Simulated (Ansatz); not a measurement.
# A series in volume scale on Ga

All results are calculated (Ansatz 0.2.0). Plane-wave DFT, scalar-relativistic PAW made under PBE with cores redone for the functional, no dispersion; the given relaxed cell is scaled uniformly, energy at zero smearing counts from the unscaled cell, pressure at the given Fermi-Dirac smearing is positive in compression.

The cell before it is scaled or strained (space group Cmcm, No. 63):
```
Ga
1.0
      1.3540    -4.1308     0.0240
      1.3540     4.1308     0.0240
     -0.0572     0.0000     3.2013
Ga
2
Direct
  0.86772 0.13228 0.25000
  0.13228 0.86772 0.75000
```

Settings of every row: spin polarised no; functional PBEsol; wave cutoff 420 eV; smearing width 0.1 eV; k mesh 14x14x11.

Atom starting moment: 0 on all atoms.

Limits: bonds stretch with the cell, so the curve is stiffer than the relaxed crystal; the cell comes from a prototype or a list of computed structures and needn't be the stable phase.

| row | volume scale | V (Å³/atom) | pressure (GPa) | energy change per atom (meV) |
| --- | --- | --- | --- | --- |
| 1 | 0.88 | 15.762 | 10.81 | 64.17 |
| 2 | 0.92 | 16.478 | 6.36 | 26.5 |
| 3 | 0.96 | 17.194 | 2.9 | 6.42 |
| 4 | 1.04 | 18.627 | -1.92 | 4.24 |
| 5 | 1.08 | 19.344 | ? | ? |
| 6 | 1.12 | 20.06 | -4.93 | 36.23 |

Question: what pressure and energy change per atom should row 5 give?

Worked fit of pressure. Take u = (V_r/V)^(2/3) − 1 with V_r = 17.194 Å³ an atom, which is twice the finite (Eulerian) strain; such expansions in the strain, on which the Birch-Murnaghan equation of state is built, carry the rest volume and the bulk modulus. The shown rows have u = 0.05969, 0.02876, 0, -0.05197, -0.09767. Least squares give pressure = 2.933 + 111.85 × u + 324.6 × u² GPa; a straight line predicts inner rows, each left out in turn, worse (root mean square 0.92 against 0.11 GPa). The rows lie off it by 0.04, -0.06, -0.03, 0.08, -0.04 (root mean square 0.053 GPa). The withheld row has u = -0.07554, so the fit gives 2.933 + 111.85 × (-0.07554) + 324.6 × (-0.07554)² = -3.66 GPa.

The calculation gave -3.6 GPa. The fit lies 0.06 GPa (1.7 % of the value, 0.38 % of the column's range) below it; its largest miss of a shown row is 0.08 GPa.

Worked fit of energy change per atom. Take u = (V_r/V)^(2/3) − 1 with V_r = 17.194 Å³ an atom, which is twice the finite (Eulerian) strain; such expansions in the strain, on which the Birch-Murnaghan equation of state is built, carry the rest volume and the bulk modulus. The shown rows have u = 0.05969, 0.02876, 0, -0.05197, -0.09767. Least squares give energy change per atom = 6.681 + 477.72 × u + 8020.7 × u² meV; a straight line predicts inner rows, each left out in turn, worse (root mean square 23 against 0.95 meV). The rows lie off it by 0.40, -0.55, -0.26, 0.72, -0.30 (root mean square 0.48 meV). The withheld row has u = -0.07554, so the fit gives 6.681 + 477.72 × (-0.07554) + 8020.7 × (-0.07554)² = 16.36 meV.

The calculation gave 16.89 meV. The fit lies 0.53 meV (3.1 % of the value, 0.88 % of the column's range) below it; its largest miss of a shown row is 0.72 meV.
